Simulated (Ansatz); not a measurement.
# Ligand exchange: GeH3(CH3) + C2H7BS → GeH3(SH) + C3H9B

Species: GeH3(CH3), singlet; C2H7BS `CCBS`, singlet; GeH3(SH), singlet; C3H9B `CBCC`, singlet. The partners trade CH3 for SH: Ge–CH3 and B–SH bonds give way to Ge–SH and B–CH3.

Shapes, held fixed at every level: PBE0-D4/def2-TZVP. Flexible molecules stand in one conformer, not always the lowest. Programs: Ansatz 0.2.0. The zero-point and thermal change to 298 K, harmonic and unscaled (PBE0-D4/def2-TZVP), is -3.0 kJ/mol.

| level | kind | ΔH(298 K) (kJ/mol) | less CCSD(T)/def2-TZVPP |
| --- | --- | --- | --- |
| HF/def2-SVP | Hartree–Fock | +23.6 | -12.0 |
| HF/def2-TZVPP | Hartree–Fock | +19.6 | -16.0 |
| r2SCAN0-D4/def2-TZVPP | global hybrid | +28.7 | -6.9 |
| wB97X-V/def2-TZVPP | range-separated hybrid | +28.3 | -7.3 |
| CCSD/def2-SVP | coupled cluster or CI | +39.7 | +4.1 |
| CCSD/def2-TZVPP | coupled cluster or CI | +32.7 | -2.9 |
| CCSD(T)/def2-TZVPP | coupled cluster or CI | +35.6 | 0.0 |

The highest level, CCSD(T)/def2-TZVPP, gives ΔH(298 K) = +35.6 kJ/mol; the levels span +19.6 to +39.7. The column of differences is taken from that level and isn't an error. No measured value is set beside it here. Relativity is left out for Ge unless named. Correlated rows may include outer-core shells of Ge, which these sets cover unevenly.

The exchange is endothermic at every level, and the small zero-point and thermal term shows that the preference is electronic: sulfur stays on boron and methyl on germanium. The likely main reason is π donation from a sulfur lone pair into the empty p orbital of three-coordinate boron. Methyl can replace this only with weaker hyperconjugation, while tetravalent germanium has no comparable low-lying acceptor orbital. The polar Ge–S bond gained in return evidently doesn't make up for the loss.

Hartree–Fock already gives the right sign but only +19.6 kJ/mol in the larger basis, against +35.6 with CCSD(T). Correlation therefore favours the reactants, probably in part through the delocalised B–S π system. Both hybrids recover only part of this shift, and their close agreement with each other is no sign of accuracy. Enlarging the basis lowers the CCSD value from +39.7 to +32.7, a larger change than that from the triples, so the direction of the exchange is better established than its exact size.
